The molecule HC≡C–C(CH₃)=C=CHF holds a triple bond next to an allene, a carbon atom with a double bond on each side. These two double bonds have their π orbitals at right angles to each other. The double bond nearer the alkyne conjugates with one of the triple bond's two π orbitals and forms an enyne π system. The π orbital of the double bond that carries fluorine stands perpendicular to this system, and so does the alkyne's other π orbital.

Each excited singlet is described by the hole it leaves and the electron it promotes. In the table, lambda measures how far the two orbitals occupy the same space, whatever their signs: 0 for orbitals that never meet, 1 for orbitals of identical magnitude everywhere. The exciton size is the root-mean-square distance between electron and hole. HOMO and LUMO are the highest occupied and lowest empty orbitals.

Six lowest vertical singlet excitations of HC≡C–C(CH₃)=C=CHF in the gas phase, computed with PySCF 2.14.0 at the Tamm-Dancoff CAM-B3LYP/def2-TZVPD level with density fitting and a frozen core, on a PBE0-D3(BJ)/def2-SVP geometry. "Main from" and "main to" give the orbital pair with the largest weight in each state.

```csv
row,singlet state,singlet energy (eV),singlet oscillator strength,singlet exciton size (Å),singlet orbital overlap lambda,singlet main from,singlet main to
1,1,4.730,0.001,2.830,0.510,HOMO-1,LUMO
2,2,5.480,0.001,2.780,0.420,HOMO-2,LUMO
3,3,5.710,0.302,2.920,0.740,HOMO,LUMO
4,4,5.840,0.001,2.900,0.420,HOMO,LUMO+2
5,5,6.640,0.005,3.510,0.400,HOMO,LUMO+1
6,6,6.840,0.003,2.980,0.410,HOMO,LUMO+6
```

### 1. Which of the six states absorbs light, and is its energy the reason?

Only row 3 absorbs strongly, with an oscillator strength of 0.302. None of the other five reaches 0.006. The oscillator strength $f$ is proportional to $E\mu^2$, where $E$ is the excitation energy and $\mu$ the transition dipole, so either factor could make a state bright.

Rows 1 and 3 separate the two factors. The energy of row 3 is only 1.2 times that of row 1, whereas its squared transition dipole is about 270 times larger. The darkness of row 1 is therefore a property of its orbitals and hardly of its position in the spectrum.

### 2. Row 1 has a lambda of 0.51. Why is it dark when hole and electron share so much space?

The hole of row 1 lies mainly on the C=C–F unit, and its electron mainly in the enyne π* orbital. Both have a large weight on the central allene carbon, but there they use p orbitals that point in perpendicular directions. Two limiting cases show what this does.

Take first two π orbitals whose p lobes are parallel. Their product, the transition density, carries a net charge on each atom, positive on some and negative on others. Charges of opposite sign spread along a chain can add up to a large dipole, unless their contributions cancel. In row 3 they do add up, and the transition dipole points roughly along the carbon chain.

Now take two perpendicular p orbitals on one atom. Their product has four lobes of alternating sign, so it has neither a net charge nor a dipole. Lambda ignores signs, however, and for this pair the angular integral of the magnitudes gives $2/\pi$, or about 0.64. A state can thus have a considerable lambda and no brightness at all.

Row 1 comes close to this second limit. Its small remaining dipole is allowed because the molecule has no symmetry that would force an exact zero. The table as a whole also warns against reading lambda as brightness: row 5 has the lowest lambda and yet the second-largest oscillator strength.

### 3. Why is the lowest singlet not the HOMO→LUMO state?

The HOMO→LUMO pair has the smallest orbital gap, 8.30 eV, against 8.70 eV for the pair that dominates row 1. By orbital energies alone, row 3 should lie below row 1. The calculation puts it 0.98 eV above.

A simple rule makes the discrepancy measurable. Rows 1, 2 and 3 all place the electron mainly in the LUMO, so let the excitation energy be the orbital gap less a constant $C$ that stands for the attraction between electron and hole. Row 1 fixes the constant, and the other two rows can then be estimated:

$$C = 8.697 - 4.730 = 3.967\ \text{eV}$$

$$E_2 = 9.408 - 3.967 = 5.441\ \text{eV}, \qquad E_3 = 8.301 - 3.967 = 4.334\ \text{eV}$$

For row 2 the estimate agrees with the computed 5.48 eV to within 0.04 eV, closer than so crude a rule deserves. For row 3 it is 1.4 eV below the computed 5.71 eV. The rule works between two states of the same kind, since the hole of row 2 sits in the alkyne π orbital that is also perpendicular to the enyne system. It fails for the one state whose hole and electron belong to the same π system.

Theory supplies the main reason. In a singlet, the transition density repels itself, and this exchange repulsion raises the energy. A density made of net atomic charges repels itself strongly; one made of four-lobed patterns does so weakly. The feature that makes row 3 bright therefore also pushes it up.

The triplets support this reading, because a triplet escapes that repulsion. The lowest triplet is mostly the HOMO→LUMO pair and lies at 3.44 eV, about 2.3 eV below row 3. The triplet built from the orbital pair of row 1 lies between this lowest triplet and row 1, so its distance from row 1 is less than 1.3 eV. These splittings are only a guide to the exchange energy, since row 3 is just 73% HOMO→LUMO. The electron–hole attraction also differs between the orbital pairs, so exchange needn't be the only cause of the rule's misfit.

### 4. Row 5 has the largest exciton size. Has charge moved across the molecule?

Two limiting cases give a large exciton size. In a charge-transfer state, two compact clouds sit far apart. In a Rydberg state, a wide electron cloud surrounds the hole, and the centres of the two clouds nearly coincide.

The parts that make up the mean squared distance between electron and hole tell them apart. If the two particles move independently, this mean is the sum of three squares: the distance $d$ between the centres of the clouds, the width $\sigma_h$ of the hole and the width $\sigma_e$ of the electron. With the computed distance and widths of row 5, the estimate is

$$\sqrt{d^2+\sigma_h^2+\sigma_e^2}=\sqrt{0.341^2+1.956^2+3.151^2}=3.72\ \text{Å}$$

The last term dominates. The distance between the centres is the smallest of all six states, while the electron cloud is the widest. With the electron as narrow as in row 4, and all else in row 5 kept, the exciton size would fall from 3.51 to 2.95 Å, an ordinary value for this table. Row 5 is large because its electron is diffuse. Some Rydberg character is the likely cause, though the widths alone don't settle it.

The estimate of 3.72 Å is 6% above the tabulated size because the two particles don't move quite independently: the electron is found somewhat more often near the hole. This correlation shortens the distance in every row, least in row 1 and most in row 6, where the independent estimate is 14% too large. Row 6 therefore has nearly the same exciton size as row 4 although its electron cloud is clearly wider. A modest exciton size is no guarantee of a compact electron.

### 5. Which states come closest to charge transfer?

Rows 1 and 2 do, although their exciton sizes are the two smallest in the table. The centres of hole and electron are about 1.1 Å apart in row 1 and 1.0 Å in row 2. In row 1 electronic charge moves from the C=C–F end towards the alkyne; in row 2 it moves the opposite way.

The shift is real but partial, because the clouds are wider than the distance between their centres. In row 1, bringing the centres together at unchanged widths and correlation would reduce the exciton size only from 2.83 to 2.61 Å. Most of that size is simply the extent of two overlapping clouds. Both states are best called excitations between perpendicular π systems with some charge-transfer character.

### 6. What would change if the basis set lost its diffuse functions?

Row 5 should react far more than rows 1 and 3. Without diffuse functions its electron would be squeezed into a smaller region, which costs kinetic energy, so the state should move up and its exciton size should shrink. The electrons of rows 1 and 3 are already much narrower and are described largely by the ordinary valence functions. This is an argument from the widths, since all six states were computed in one basis set. By the same argument, adding further diffuse functions might still lower row 5.

A functional with little exact exchange would probably do the opposite to row 5. Such functionals place the HOMO too high, so an electron seems too easy to remove. Rydberg states lie just below this ionisation limit and come out too low in energy along with it. The range-separated functional used here keeps a large share of exact exchange at long distance, which reduces this fault.

### 7. Which digits, and which statements, can be trusted?

The energies are given to a hundredth of an electronvolt (the final zero in the table only fills the column), but calculations of this type are commonly wrong by a few tenths. Rows 2, 3 and 4 follow one another at steps of 0.23 and 0.13 eV, and rows 5 and 6 are 0.20 eV apart. The order within each of these groups is therefore insecure. Row 3 calls for special care, because the Tamm-Dancoff approximation often places bright ππ* states too high and makes them too strong.

The position of row 1 is safer. It lies 0.75 eV below its nearest neighbour, row 2, mainly because the hole of row 2 comes from an orbital 0.71 eV deeper. Its weak exchange repulsion keeps it below row 3 as well.

For the oscillator strengths, a printed 0.001 can stand for anything between 0.0005 and 0.0015. From the printed values, row 3 is thus between 200 and 600 times as strong as row 1; the unrounded values give about 330. Even that figure belongs to one rigid geometry. Vibrations that tilt the two π systems out of their right angle can lend row 1 some of the brightness of row 3, so its real absorption may well be stronger than the table suggests. That row 3 is by far the brightest of these six states is a much firmer result than the exact ratio.
